**Hand estimate of E2 lines within Sn 5p²**

The table holds reduced electric-quadrupole elements, wavelengths and rates for seven lines among the 5p² levels of tin, from two-electron CI+MBPT with Breit, QED and static RPA. The program tests the rule that each element is an LS angular factor, rotated by two spin-orbit mixing angles, times ⟨r²⟩, with angles from the computed levels or from M1 ratios and the radius from Slater's rules or a fit. With no radius fitted, six elements come within 10% of the table, and M1 angles with two fitted radii reduce the rms error on those six to 1.1%. The seventh line, 1D2–3P0, is a near-cancellation left out of the fits, and the versions miss it by −70% to +50%. The output also gives the size of core polarisation, M1 to E2 rate ratios and the sensitivity of the 1S0 rates to the position of that level.

Electric-quadrupole lines of Sn, computed with B-spline many-body code 1 by no-pair Dirac CI+MBPT: two valence electrons outside a frozen Dirac-Hartree-Fock [Kr] 4d10 5s2 core, with screened core-valence correlation, Breit and QED. Elements are in length form, with core polarisation from static RPA unless marked otherwise; the nuclear rms radius is 4.6519 fm.

## Analysis program

```python
# Table: E2 lines within Sn 5p2 (reduced element, wavelength, rate); B-spline CI+MBPT, Breit, QED, static RPA.
# Tested: element = LS angular factor with two spin-orbit mixing angles x <r^2>; rate = C Q^2/((2J+1) lambda^5).
T = {
    'line_upper': ['5p2 3P2', '5p2 1D2', '5p2 3P2', '5p2 1D2', '5p2 1D2', '5p2 1S0', '5p2 1S0'],
    'line_lower': ['5p2 3P0', '5p2 3P0', '5p2 3P1', '5p2 3P1', '5p2 3P2', '5p2 3P2', '5p2 1D2'],
    'line_reduced_element': [7.787, 0.1278, 10.59, 3.414, 9.31, 3.383, 14.07],  # a.u.
    'line_without_core_polarisation': [7.694, 0.1294, 10.46, 3.368, 9.196, 3.335, 13.9],  # a.u.
    'line_wavelength': [2900, 1161, 5695, 1445, 1937, 668.3, 1020],  # nm
    'line_rate': [0.0006622, 1.733e-05, 4.192e-05, 0.00414, 0.007122, 0.9611, 2.005],  # s⁻¹
}
import numpy as np
from functools import lru_cache
from scipy import constants as sc
from scipy.optimize import brentq
from sympy import Rational
from sympy.physics.wigner import clebsch_gordan as cg, wigner_3j as w3
U = [s.split()[1] for s in T['line_upper']]; Lo = [s.split()[1] for s in T['line_lower']]
Q, Q0, lam, A = (np.array(T['line_'+k], float) for k in ('reduced_element', 'without_core_polarisation', 'wavelength', 'rate'))
nm = [u+'-'+l for u, l in zip(U, Lo)]; ix = {n: i for i, n in enumerate(nm)}; g = np.array([2*int(u[2])+1 for u in U])
pc = sc.physical_constants
C = (sc.alpha*1e9/(2*sc.Rydberg))**5/15/pc['atomic unit of time'][0]
dev = C*Q**2/(g*lam**5)/A-1
print(f'rate = C Q^2/((2J+1) lambda^5), C = {C:.4e} (nm, a.u., 1/s); worst deviation {100*abs(dev).max():.2f}% (rounding of lambda gives up to 0.25%)')
h = Rational(1, 2); orb = [(m, s) for m in (1, 0, -1) for s in (h, -h)]
V = np.array([[float(cg(1, h, 3*h, m, s, M)) if m+s == M else 0. for m, s in orb] for M in (3*h, h, -h, -3*h)])
I6 = np.eye(6); P3 = V.T@V; P1 = I6-P3; C2 = np.diag([(2-3*m*m)/5 for m, s in orb])
two = lambda X: np.kron(X, I6)+np.kron(I6, X)
SO, O13, O33 = two(P3/2-P1), two(P1@C2@P3+P3@C2@P1), two(P3@C2@P3)
@lru_cache(None)
def st(L, S, J, M):
    return np.array([float(cg(1, 1, L, a, c, a+c)*cg(h, h, S, b, d, b+d)*cg(L, S, J, a+c, b+d, M)) if a+b+c+d == M else 0. for a, b in orb for c, d in orb])
def lev(n, M, th, ph):
    J = int(n[2]); t = st(1, 1, J, M)
    if J == 1: return t
    s = st(J, 0, J, M); s = s*np.sign(t@SO@s); a = th if J == 2 else ph
    return np.cos(a)*t-np.sin(a)*s if n[0] == '3' else np.cos(a)*s+np.sin(a)*t
def red(u, l, th, ph):
    M = min(int(u[2]), int(l[2])); w = float(w3(int(u[2]), 2, int(l[2]), -M, 0, M))
    return [lev(u, M, th, ph)@O@lev(l, M, th, ph)/w for O in (O13, O33)]
coef = lambda th, ph: np.array([red(u, l, th, ph) for u, l in zip(U, Lo)])
k = 1e7/lam; E2 = k[ix['3P2-3P0']]; E1 = E2-k[ix['3P2-3P1']]; D2 = k[ix['1D2-3P2']]; D0 = E2+k[ix['1S0-3P2']]
print(f'levels, cm-1: 3P1 {E1:.0f}, 3P2 {E2:.0f}, 1D2 {E2+D2:.0f}, 1S0 {D0:.0f}; gap J=2 {D2:.0f}, 3P2-3P1 {E2-E1:.0f}')
a2 = lambda z: np.arcsin(2**.5*z/D2)/2; a0 = lambda z, D=D0: np.arcsin(8**.5*z/D)/2
z2 = brentq(lambda z: z-D2*np.sin(a2(z))**2-(E2-E1), 100, 3000); z0 = brentq(lambda z: z/2+D0*np.sin(a0(z))**2-E1, 100, 4000)
# magnetic dipole elements (Bohr magnetons) and rates (1/s), further outputs of the same run
tm, pm = np.arctan(0.52819/1.4924), np.arctan(0.24289/1.3943); M1 = {'3P2-3P1': 0.0650517, '1D2-3P1': 0.498502, '1D2-3P2': 0.554557}
te, pe = a2(z2), a0(z0); dg = np.degrees
print(f'zeta from J=2 pair {z2:.0f}, from J=0 pair {z0:.0f} cm-1 (differ {100*(z2/z0-1):.1f}%)')
for n, t, p in (('energies', te, pe), ('M1 ratios', tm, pm)):
    print(f'angles from {n}: theta {dg(t):.2f} deg (sin {np.sin(t):.3f}, cos {np.cos(t):.3f}, weight {100*np.sin(t)**2:.1f}%), phi {dg(p):.2f} deg (sin {np.sin(p):.3f}, cos {np.cos(p):.3f}, weight {100*np.sin(p)**2:.1f}%)')
print(f"theta from E2 ratio 1D2-3P1 / 3P2-3P1: {dg(np.arctan(Q[ix['1D2-3P1']]/Q[ix['3P2-3P1']])):.2f} deg")
print(f"pure LS diagonal factors: 3P2 {sum(red('3P2','3P2',0,0)):+.3f}, 1D2 {sum(red('1D2','1D2',0,0)):+.3f}")
Zs = 50-(3*0.35+18*0.85+28); Rs = 10*9/4*(4/Zs)**2   # Slater rules, n* = 4
f = np.array([n != '1D2-3P0' for n in nm]); w = ix['1D2-3P0']   # near-cancellation of unknown sign: not fitted
kL, ke, cm = abs(coef(0, 0).sum(1)), abs(coef(te, pe).sum(1)), coef(tm, pm); km = abs(cm.sum(1))
Re, Rm = (x[f]@Q[f]/(x[f]@x[f]) for x in (ke, km))
R2 = np.linalg.lstsq((cm*np.sign(cm.sum(1))[:, None])[f], Q[f], rcond=None)[0]
print(f'<r^2>, a.u.: Slater {Rs:.2f} (Zeff {Zs:.2f}); fit B {Re:.2f}; fit C {Rm:.2f}; fit D R13 {R2[0]:.2f}, R33 {R2[1]:.2f}, ratio {R2[1]/R2[0]:.3f}')
mod = {'A energy angles, Slater R': ke*Rs, 'B energy angles, fitted R': ke*Re, 'C M1 angles, fitted R': km*Rm, 'D M1 angles, two radii': abs(cm@R2)}
print('row | k pure LS | k mixed (energies) | table Q | Q and error % for A, B, C, D (table rounding under 0.05%)')
for i, n in enumerate(nm): print(f'{n} | {kL[i]:.3f} | {ke[i]:.4f} | {Q[i]:.4g} | '+' | '.join(f'{p[i]:.3f} {100*(p[i]/Q[i]-1):+.1f}' for p in mod.values()))
for n, p in mod.items():
    e = p/Q-1; j = np.argmax(abs(e)*f); print(f'{n}: rms {100*np.sqrt(np.mean(e[f]**2)):.1f}%, worst of six fitted rows {nm[j]} {100*e[j]:+.1f}%')
print('row | table rate 1/s | rate A, ratio | rate B, ratio | core polarisation change of Q %')
rA, rB = (C*(ke*R)**2/(g*lam**5) for R in (Rs, Re))
for i, n in enumerate(nm): print(f'{n} | {A[i]:.4g} | {rA[i]:.3g} {rA[i]/A[i]:.2f} | {rB[i]:.3g} {rB[i]/A[i]:.2f} | {100*(Q[i]/Q0[i]-1):+.2f}')
d = np.radians(1); b = coef(te, pe).sum(1)[w]
print(f"1D2-3P0 terms of k: triplet {np.sin(te)*np.cos(pe)*kL[ix['3P2-3P0']]:.4f}, singlet {np.cos(te)*np.sin(pe)*kL[ix['1S0-1D2']]:.4f}, opposite signs")
print(f'1D2-3P0 shift per degree, a.u.: theta {Re*abs(coef(te+d,pe).sum(1)[w]-b):.3f}, phi {Re*abs(coef(te,pe+d).sum(1)[w]-b):.3f}')
print('M1 rate / E2 rate: '+', '.join(f'{n} {v/A[ix[n]]:.0f}' for n, v in M1.items()))
Er = 1.7e4   # rough recalled measured 1S0 level, cm-1
print(f'if 1S0 lay near 1.7e4 cm-1 (rough, recalled), rates fall by about {((D0-E2-D2)/(Er-E2-D2))**5:.1f} (to 1D2), {((D0-E2)/(Er-E2))**5:.1f} (to 3P2)')
assert abs(dev).max() < 0.005
assert abs(dg(te-tm)) < 2.5 and abs(dg(pe-pm)) < 1.5
assert np.argmin(Q) == w and np.argmin(ke) == w
assert abs(ke*Re/Q-1)[f].max() < 0.25
```

Running it gives:

```
rate = C Q^2/((2J+1) lambda^5), C = 1.1200e+13 (nm, a.u., 1/s); worst deviation 0.15% (rounding of lambda gives up to 0.25%)
levels, cm-1: 3P1 1692, 3P2 3448, 1D2 8611, 1S0 18412; gap J=2 5163, 3P2-3P1 1756
zeta from J=2 pair 2380, from J=0 pair 2250 cm-1 (differ 5.8%)
angles from energies: theta 20.34 deg (sin 0.348, cos 0.938, weight 12.1%), phi 10.11 deg (sin 0.176, cos 0.984, weight 3.1%)
angles from M1 ratios: theta 19.49 deg (sin 0.334, cos 0.943, weight 11.1%), phi 9.88 deg (sin 0.172, cos 0.985, weight 2.9%)
theta from E2 ratio 1D2-3P1 / 3P2-3P1: 17.87 deg
pure LS diagonal factors: 3P2 +0.837, 1D2 -1.673
<r^2>, a.u.: Slater 11.28 (Zeff 5.65); fit B 11.60; fit C 11.68; fit D R13 11.48, R33 11.97, ratio 1.043
row | k pure LS | k mixed (energies) | table Q | Q and error % for A, B, C, D (table rounding under 0.05%)
3P2-3P0 | 0.632 | 0.6610 | 7.787 | 7.454 -4.3 | 7.666 -1.6 | 7.704 -1.1 | 7.683 -1.3
1D2-3P0 | 0.000 | 0.0083 | 0.1278 | 0.093 -27.1 | 0.096 -25.1 | 0.038 -70.4 | 0.192 +50.3
3P2-3P1 | 0.949 | 0.8895 | 10.59 | 10.031 -5.3 | 10.316 -2.6 | 10.442 -1.4 | 10.486 -1.0
1D2-3P1 | 0.000 | 0.3298 | 3.414 | 3.719 +8.9 | 3.825 +12.0 | 3.696 +8.3 | 3.477 +1.8
1D2-3P2 | 0.000 | 0.8182 | 9.31 | 9.227 -0.9 | 9.488 +1.9 | 9.218 -1.0 | 9.256 -0.6
1S0-3P2 | 0.000 | 0.3288 | 3.383 | 3.708 +9.6 | 3.813 +12.7 | 3.660 +8.2 | 3.367 -0.5
1S0-1D2 | 1.265 | 1.2062 | 14.07 | 13.603 -3.3 | 13.988 -0.6 | 14.139 +0.5 | 14.226 +1.1
A energy angles, Slater R: rms 6.2%, worst of six fitted rows 1S0-3P2 +9.6%
B energy angles, fitted R: rms 7.3%, worst of six fitted rows 1S0-3P2 +12.7%
C M1 angles, fitted R: rms 4.8%, worst of six fitted rows 1D2-3P1 +8.3%
D M1 angles, two radii: rms 1.1%, worst of six fitted rows 1D2-3P1 +1.8%
row | table rate 1/s | rate A, ratio | rate B, ratio | core polarisation change of Q %
3P2-3P0 | 0.0006622 | 0.000607 0.92 | 0.000642 0.97 | +1.21
1D2-3P0 | 1.733e-05 | 9.21e-06 0.53 | 9.74e-06 0.56 | -1.24
3P2-3P1 | 4.192e-05 | 3.76e-05 0.90 | 3.98e-05 0.95 | +1.24
1D2-3P1 | 0.00414 | 0.00492 1.19 | 0.0052 1.26 | +1.37
1D2-3P2 | 0.007122 | 0.00699 0.98 | 0.0074 1.04 | +1.24
1S0-3P2 | 0.9611 | 1.16 1.20 | 1.22 1.27 | +1.44
1S0-1D2 | 2.005 | 1.88 0.94 | 1.98 0.99 | +1.22
1D2-3P0 terms of k: triplet 0.2165, singlet 0.2082, opposite signs
1D2-3P0 shift per degree, a.u.: theta 0.134, phi 0.244
M1 rate / E2 rate: 3P2-3P1 1552, 1D2-3P1 120, 1D2-3P2 78
if 1S0 lay near 1.7e4 cm-1 (rough, recalled), rates fall by about 2.2 (to 1D2), 1.6 (to 3P2)
```
